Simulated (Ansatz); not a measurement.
# From the elastic tensor of VN$_{2}$ to moduli and sound speeds

Computed with DFT PBE, scalar-relativistic, plane waves, PAW (Ansatz 0.2.0). Cutoff 420 eV, 12×12×12 k-points (Γ-centred), Fermi-Dirac smearing of 0.15 eV. No spin polarisation.

The structure is tetragonal, space group I4/mcm (No. 140). The conventional cell has a = 4.303 Å, b = 4.303 Å, c = 4.989 Å, α = 90.00°, β = 90.00°, γ = 90.00°. V (site symmetry 422) is surrounded by 8 N at 2.14 Å. N (site symmetry m2m) is surrounded by 1 N at 1.38 Å.

In a metal, frequencies and elastic constants depend on the k mesh and the smearing, soft modes and shear constants most. A semilocal functional can close a gap that the real compound has.

Relaxed-ion constants (GPa, on the Cartesian axes of the calculation):
```
620.6 223.1 127.4   0.0   0.0   0.0
223.1 620.6 127.4   0.0   0.0   0.0
127.5 127.5 567.8   0.0   0.0   0.0
  0.0   0.0   0.0 163.1   0.0   0.0
  0.0   0.0   0.0   0.0 163.1   0.0
  0.0   0.0   0.0   0.0   0.0 290.5
```

Density 5.678 g/cm³; 6 atoms in 46.18 Å³.

The values that follow are for a polycrystal of randomly turned grains, by Hill's mean where one number stands.

With S = C⁻¹: B_V = (C11+C22+C33+2(C12+C13+C23))/9, G_V = (C11+C22+C33−C12−C13−C23+3(C44+C55+C66))/15, 1/B_R = S11+S22+S33+2(S12+S13+S23), 15/G_R = 4(S11+S22+S33−S12−S13−S23)+3(S44+S55+S66); Hill is their mean. Then v_l = √((B+4G/3)/ρ), v_t = √(G/ρ), v_m = [(2/v_t³+1/v_l³)/3]^(−1/3) and Θ = (ħ/k_B)·v_m·(6π²n/V)^(1/3) for n atoms in the volume V; E = 9BG/(3B+G), ν = (3B−2G)/(2(3B+G)) and A^U = 5G_V/G_R + B_V/B_R − 6.

```json
{
 "Bulk modulus, Voigt / Reuss / Hill": "307.2 / 303.9 / 305.5 GPa",
 "Shear modulus, Voigt / Reuss / Hill": "212.1 / 201.1 / 206.6 GPa",
 "Young's modulus": "506 GPa",
 "Poisson ratio": "0.224",
 "Pugh ratio B/G": "1.48 (under 1.75, the rule of thumb for brittle)",
 "Universal anisotropy index": "0.28",
 "Longitudinal and transverse sound speeds": "10115 and 6032 m/s",
 "Debye temperature from the mean sound speed": "1007 K"
}
```

Cost: 1 run of about 13 core-minutes, on Arm Neoverse V2 (shared hosts).

The N–N distance of 1.38 Å lies well below any non-bonded contact and close to a single bond, so this is a pernitride rather than a nitride of isolated N anions. Formally, N₂⁴⁻ leaves vanadium as V⁴⁺ with one d electron. The stiffness probably comes from the short N–N bonds together with the covalent V d–N p network, while the light nitrogen helps raise the sound speeds and Debye temperature.

The anisotropy is mainly one of shear: C66 is 290.5 GPa against 163.1 GPa for C44, whereas C11 and C33 differ far less. In this structure the N₂ units lie in the basal plane along its diagonals, so the C66 strain stretches or compresses them directly, while C44 mostly tilts them, which suggests why the latter is softer. The low Pugh ratio fits directional bonding, but does not by itself establish hardness or fracture behaviour. The tensor meets the tetragonal criteria for elastic stability, which leaves open both phonon instabilities at finite wavevector and decomposition into VN and N₂.
